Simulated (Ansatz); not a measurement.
## A ladder of methods for CH2AlN (SMILES N#[C][AlH2])

CH2AlN: 5 atoms, total charge 0, spin state singlet. SMILES: `N#[C][AlH2]`. The shape is that of a PBE0-D4/def2-TZVP optimisation.

| atom | x (Å) | y (Å) | z (Å) |
| --- | --- | --- | --- |
| N | 1.3823 | -1.3460 | 1.3942 |
| C | 0.7142 | -0.6980 | 0.7118 |
| Al | -0.4072 | 0.3900 | -0.4346 |
| H | -1.6297 | -0.3229 | -1.1202 |
| H | -0.0097 | 1.9032 | -0.5926 |

Quantity: the energy change with the C2–Al3 bond stretched from 1.938 to 4.845 Å, in eV. The values are calculated.

```json
{"level": "HF/STO-3G (restricted)", "kind": "Hartree–Fock", "program": "Ansatz", "value (eV)": "8.79", "less FCI/STO-3G": "+2.26"}
{"level": "BHLYP/STO-3G (restricted)", "kind": "global hybrid", "program": "Ansatz", "value (eV)": "7.92", "less FCI/STO-3G": "+1.39"}
{"level": "CAM-B3LYP/STO-3G (restricted)", "kind": "range-separated hybrid", "program": "Ansatz", "value (eV)": "7.80", "less FCI/STO-3G": "+1.27"}
{"level": "wB97X/STO-3G (restricted)", "kind": "range-separated hybrid", "program": "Ansatz", "value (eV)": "8.18", "less FCI/STO-3G": "+1.65"}
{"level": "MP2/STO-3G (restricted)", "kind": "perturbation theory", "program": "Ansatz", "value (eV)": "8.53", "less FCI/STO-3G": "+2.00"}
{"level": "BCCD(T)/STO-3G (restricted)", "kind": "coupled cluster or CI", "program": "Ansatz", "value (eV)": "6.20", "less FCI/STO-3G": "-0.33"}
{"level": "CCSD/STO-3G (restricted)", "kind": "coupled cluster or CI", "program": "Ansatz", "value (eV)": "7.31", "less FCI/STO-3G": "+0.78"}
{"level": "FCI/STO-3G", "kind": "exact in the basis", "program": "Ansatz", "value (eV)": "6.53", "less FCI/STO-3G": "0.00"}
```

FCI/STO-3G is exact within its basis and frozen core, so for wave-function methods in that basis the difference is their error; functionals converge differently with the basis, so for them it is only a difference. A spin-restricted reference rises too steeply as a bond breaks; here HF/STO-3G, BHLYP/STO-3G, CAM-B3LYP/STO-3G, wB97X/STO-3G, MP2/STO-3G, CCSD/STO-3G lie well above the multireference or unrestricted value. The first shape isn't each level's own minimum. The values span 6.20 to 8.79 eV. All rows use very small basis sets, so none should be taken for the real molecule's value.

Stretching the Al–C bond brings its σ and σ* orbitals close in energy, so the singlet needs both the σ² and σ*² configurations to describe two separating radicals, AlH2 and CN. A single closed-shell determinant instead keeps a large ionic component at long range, which explains the excess of 2.26 eV in Hartree–Fock. MP2 removes little of it, since a second-order correction cannot properly treat a configuration that has become a leading part of the wave function. CCSD includes the σ² → σ*² excitation to infinite order and does much better, but lacks the connected higher excitations that correlate the electrons around it. BCCD(T) comes closest, yet falls below FCI, probably because the perturbative triples overcorrect as the orbital gap shrinks. Its small error therefore doesn't show that the method is reliable at larger separations. The ionic penalty is probably exaggerated here, as a minimal basis describes cyanide's extra electron poorly. Two geometries can't show whether any of the curves has levelled off.
